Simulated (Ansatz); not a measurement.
# TaAl₃: energy above lowest point against volume scale

Free energy against uniform scaling of the volume at fixed shape and fractions; periodic cell, basis, potentials, k mesh and filling as listed. The results are calculated, by Ansatz 0.2.0.

The cell before it is scaled or strained (space group I4/mmm, No. 139):
```
cell vectors (Å)
  -1.9206     1.9206     4.2701
   1.9206    -1.9206     4.2701
   1.9206     1.9206    -4.2701
atoms (fractions of the cell vectors)
Ta  0.50000  0.50000  0.00000
Al  0.00000  0.00000  0.00000
Al  0.75000  0.25000  0.50000
Al  0.25000  0.75000  0.50000
```

Settings of every row: functional PBEsol; dispersion none; potentials PAW; wave cutoff 500 eV; density cutoff 2000 eV; k mesh 8x8x8; k shift 0x0x0; occupations cold; smearing width 0.1 eV; spin none.

Limits: coarse k mesh, up to 40 meV an atom off; no spin-orbit coupling, which can matter with elements this heavy.

| row | volume scale | V (Å³/atom) | energy above lowest point (meV/atom) |
| --- | --- | --- | --- |
| 1 | 0.9 | 14.176 | 63.4 |
| 2 | 0.925 | 14.57 | 31 |
| 3 | 0.95 | 14.964 | 10.5 |
| 4 | 0.975 | 15.357 | 0.6 |
| 5 | 1 | 15.751 | 0 |
| 6 | 1.025 | 16.145 | 7.6 |
| 7 | 1.05 | 16.539 | ? |
| 8 | 1.075 | 16.932 | 43.3 |
| 9 | 1.1 | 17.326 | 69.8 |

Question: what energy above lowest point should row 7 give?

Worked fit of energy above lowest point. Take u = (V_r/V)^(2/3) − 1 with V_r = 15.554 Å³ an atom, which is twice the finite (Eulerian) strain; such expansions in the strain, on which the Birch-Murnaghan equation of state is built, carry the rest volume and the bulk modulus. The shown rows have u = 0.0638, 0.04453, 0.02612, 0.00853, -0.00836, -0.02456, -0.05502, -0.0694. Least squares give energy above lowest point = −0.75 + 36.2 × u + 15187 × u² meV/atom; a straight line predicts inner rows, each left out in turn, worse (root mean square 24 against 0.079 meV/atom). The rows lie off it by 0.0, 0.0, -0.1, -0.1, 0.0, 0.1, 0.1, -0.1. Its lowest point lies at u = -0.0012, or V = 15.58 Å³ an atom, and the curvature there gives the bulk modulus at fixed shape and fractions, B = (4/9)(1 + u)² E″(u)/V = 138 GPa. Letting shape and atoms relax would as a rule lower it, by much in layered, chain or molecular crystals. The withheld row has u = -0.04011, so the fit gives −0.75 + 36.2 × (-0.04011) + 15187 × (-0.04011)² = 22.2 meV/atom.

The calculation gave 22.3 meV/atom. The fit lies 0.1 meV/atom (0.14 % of the column's range) below it, one unit of the last digit.
